**Band levels of SnSe₂ at L**

SnSe₂ is built of layers in which a sheet of Sn lies between two sheets of Se. Its lowest empty level depends strongly on where in the Brillouin zone one looks, and also on the direction across the layers. The question is how high this level, and the highest filled one, lie at the zone-boundary point L, when six other points are known.

Band levels of bulk SnSe₂ (space group P-3m1) at points of a 6×6×4 k mesh, computed with ABINIT 10.8.3 in the LDA without spin–orbit coupling, with JTH PAW LDA v2.0 datasets, a plane-wave cutoff of 272.114 eV and Fermi–Dirac smearing of 0.05 eV. Energies are relative to the valence top on the mesh.

```
point a (reciprocal cell vector)  point b (reciprocal cell vector)  point c (reciprocal cell vector)  level under 4 (eV)  level under 3 (eV)  level under 2 (eV)  level under 1 (eV)  level over 1 (eV)
                          0.0000                            0.0000                            0.0000              -0.583              -0.335              -0.335              -0.028              0.811
                          0.3333                            0.0000                            0.0000              -2.988              -2.251              -0.682              -0.139              1.460
                          0.1667                            0.1667                            0.0000              -3.354              -1.358              -1.273              -0.176              1.975
                          0.3333                            0.3333                            0.0000              -3.597              -3.290              -1.770              -1.770              0.955
                          0.3333                            0.3333                            0.2500              -3.985              -3.555              -1.041              -1.041              1.586
                          0.0000                            0.0000                            0.5000              -0.716              -0.716              -0.115              -0.115              2.481
                          0.5000                            0.0000                            0.5000                   ?                   ?                   ?                   ?                  ?
```

The points are given in reciprocal cell vectors: Γ is (0, 0, 0), A lies above it at (0, 0, ½), K is (⅓, ⅓, 0) and L is (½, 0, ½). M, which is not in the table, is (½, 0, 0), directly below L. "Level under 1" is the highest filled level at a point and "level over 1" the lowest empty one. Energies count from the valence top of the mesh.

**What sets the empty level**

From Γ to A the lowest empty level rises by 1.67 eV. These two points differ only in the phase between one layer and the next, so the layers are far from isolated electronically. From K to quarter height above it the level also rises, by 0.63 eV. A model of a single layer would miss both changes.

By standard chemistry, this level is Sn 5s mixed in antibonding fashion with Se 4p, though no orbital weights are at hand to confirm this at each point. Each Se touches three Sn atoms, at angles close to 90°, and Sn–Se–Sn paths through the p orbitals of a single Se then nearly cancel. The model used here keeps the contacts between Se atoms, within a sheet, through the layer and across the gap to the next layer, and neglects both direct overlap between Sn atoms and any part played by Se 4s. The level falls where p lobes of equal sign face each other and rises where opposite signs meet.

At Γ the three Sn neighbours of a Se atom carry the same sign. The sideways parts of the Se p orbital cancel, and it points straight out of the layer. Across the gap, lobes of equal sign then meet, which lowers the level; at A every second layer is reversed, opposite signs meet, and the level goes up.

At M and L one of the three Sn neighbours has the opposite sign to the other two, so the Se p orbital tilts into the sheet. Four of the six Se neighbours in that sheet are reversed in sign. For p orbitals that point at each other, such a reversal brings equal lobes face to face. This bonding within the sheet should pull the empty level down at both points.

In this model, the changed signs within the layer also reverse the coupling across the gap, and the tilt strengthens this reversed coupling. A row of H₂ molecules, set end to end, shows how. Repeating the bonding orbital unchanged puts equal signs on facing ends, whereas the antibonding orbital has to be reversed from one molecule to the next to achieve this. In SnSe₂ the layer state at Γ behaves like the first and that at M like the second, so the model places L below M. The comparison covers only this sign, not the contacts within a sheet or the size of the effect.

**An estimate for L**

The model gives each Se a p orbital whose direction follows from the signs on its three Sn neighbours. For each Se–Se contact it multiplies the parts of the two orbitals along the contact and includes the phase between them. The sum S over the contacts is negative when bonding prevails. All contacts are given the same strength, and the cell edge, about 3.8 Å, is a rough recalled value. The level is then

E = E₀ + B·S,

with E₀ and B fitted to the six known points.

For L, which took no part in the fit, the contacts within the sheets contribute −15.8, those through the layer −3.9 and those across the gap −3.1. Together S = −22.9, and E = 2.41 − 0.0745 × 22.9 ≈ 0.70 eV. When each known point is left out in turn, the typical error against the computed level is 0.37 eV. The model gets the rise from Γ to A nearly right, but yields less than half of the rise above K.

One more result of the same calculation bears on the forecast. The gap on the mesh is 0.629 eV, so the lowest empty level of the whole mesh lies at that energy, below each value known so far. The model puts L below M and below the point midway between them; other points outside the table were not tested. General knowledge of SnSe₂ also favours L as the conduction bottom. The forecast is therefore moved from the model's 0.70 eV to 0.629 eV, with a range of 0.63 to 1.1 eV.

**An estimate for the filled level**

The upper valence levels are mainly Se 4p. The highest of them stays within 0.2 eV of zero at four of the known points and drops only at K and above it. It doesn't belong to one band throughout: at Γ a single level lies above a pair, whereas at A a pair is on top. A simple estimate can thus follow only the outline of several bands.

That outline is taken as a straight line in the sum of phase factors between neighbouring cells in the plane, which is 3 at Γ, −1.5 at K and −1 at L. The line fitted to the six known points gives −0.70 − 0.27 ≈ −0.97 eV at L. Its typical leave-one-out error is 0.59 eV, hence a range of −1.6 to −0.4 eV. The line ignores height in the zone, although the level rises by 0.73 eV from K to quarter height.

Symmetry adds a forecast without a number. The pairs at Γ and A rest on the threefold axis, which L lacks. No two levels need coincide there, and a near coincidence would be accidental. For the remaining levels no numerical forecast is made.

The withheld rows as computed:

```
point a (reciprocal cell vector)  point b (reciprocal cell vector)  point c (reciprocal cell vector)  level under 4 (eV)  level under 3 (eV)  level under 2 (eV)  level under 1 (eV)  level over 1 (eV)
                          0.5000                            0.0000                            0.5000              -2.328              -2.004              -0.946              -0.766              0.667
```

**What the computed levels show**

The lowest empty level at L is 0.667 eV. The forecast of 0.629 eV is 0.04 eV too low, and the model's own value is too high by almost the same amount. Both misses are far smaller than the model's typical error, so neither is a measure of its accuracy. At Γ, a point used in the fit, the model is too low by 0.21 eV, and it wrongly places Γ below L.

The claim that L holds the conduction bottom of this mesh is wrong. Some other mesh point lies 0.04 eV lower. The model had separated L from the midway point by only 0.23 eV, less than its own error, and that was too little to settle the order. The bottom may well lie elsewhere on the line from M to L, because the bonding within the sheets is the same all along it. If so, the model misjudges the coupling across the gap there; this is a guess that the levels at M and midway would test.

The larger contrast does come out as the model has it. L and A lie at the same height in the zone, yet the empty level is 1.81 eV lower at L (2.481 − 0.667). In the model, two changes produce this in about equal measure: bonding within the Se sheets, which is absent at A, and contacts across the gap that bond at L but oppose bonding at A. Weaker bonding through the layer at L takes back part of the gain. Most of the second change comes from A, where the rise from Γ supports the model; the part from L is less certain. The same reasoning suggests that pressing the layers closer together would widen the spread between Γ and A.

For bulk SnSe₂ doped with electrons, these levels mean that the electrons would not gather at Γ, which lies 0.18 eV above the conduction bottom. L is only 0.04 eV above it, about one and a half times the thermal energy at room temperature, so states at L would be occupied too. An order that rests on a few hundredths of an eV is not secure, however, at a wave cutoff too low for reliable stresses, and the true minimum may lie between the mesh points.

The highest filled level at L is −0.766 eV, inside the forecast range and 0.21 eV above the central estimate. The line misses several of the points it was fitted to by more than this, so the miss needs no special cause; the neglected height in the zone may contribute. The direct gap at L is 1.43 eV, well above the 0.84 eV at Γ. LDA generally makes gaps too small, so these values serve better for comparing points than as absolute gaps.

The two highest filled levels at L are 0.18 eV apart, in keeping with the loss of the threefold axis. At A the corresponding two coincide. Spin–orbit coupling, left out here, would split the pairs at Γ and A and could move the valence top by more than the 0.03 eV that separates it from the highest filled level at Γ.

The printed analysis after this text gives both fits and the contact sums for each point.

The analysis program printed:

```
fit of level_over_1 on 6 rows: constant 2.406 +/- 0.19, coefficient of contacts 0.07452 +/- 0.014; rms 0.202, worst 0.3333 0.335, leave-one-out rms 0.371
  rows outside the fit (model, value, miss): 0.5 0.7014, 0.667, 0.0344
fit of level_under_1 on 6 rows: constant -0.7027 +/- 0.21, coefficient of f1 0.2707 +/- 0.11; rms 0.405, worst 0.3333 0.661, leave-one-out rms 0.586
  rows outside the fit (model, value, miss): 0.5 -0.9735, -0.766, -0.207
Se-Se contact sums (no unit) and model conduction level (eV):
     row  in plane  through layer  across gap  model level
     0.0         0         -12.45       -11.8       0.5991
  0.3333    -5.922         -6.075       2.131        1.671
  0.1667   -0.9903         -7.136      0.2668        1.821
  0.3333    -8.887         -2.889      -3.203         1.29
  0.3333    -8.887         -2.889  -1.961e-16        1.529
     0.0         0         -12.45        11.8        2.358
     0.5     -15.8         -3.949      -3.131       0.7014
Rise of lowest conduction level from Gamma to A, eV: 1.67
Rise of lowest conduction level from K to quarter height, eV: 0.631
Gamma conduction level above the mesh bottom, eV: 0.182
Model conduction level at M, eV: 1.168
Model conduction level midway from M to L, eV: 0.9348
Upper end of conduction forecast at L, eV: 1.072
Conduction forecast 0.629 eV less computed level at L, eV: -0.038
Lower end of valence forecast at L, eV: -1.559
Upper end of valence forecast at L, eV: -0.3875
Computed direct gap at L, eV: 1.433
Computed spacing of the two highest valence levels at L, eV: 0.18
Rise of highest valence level from K to quarter height, eV: 0.729
```
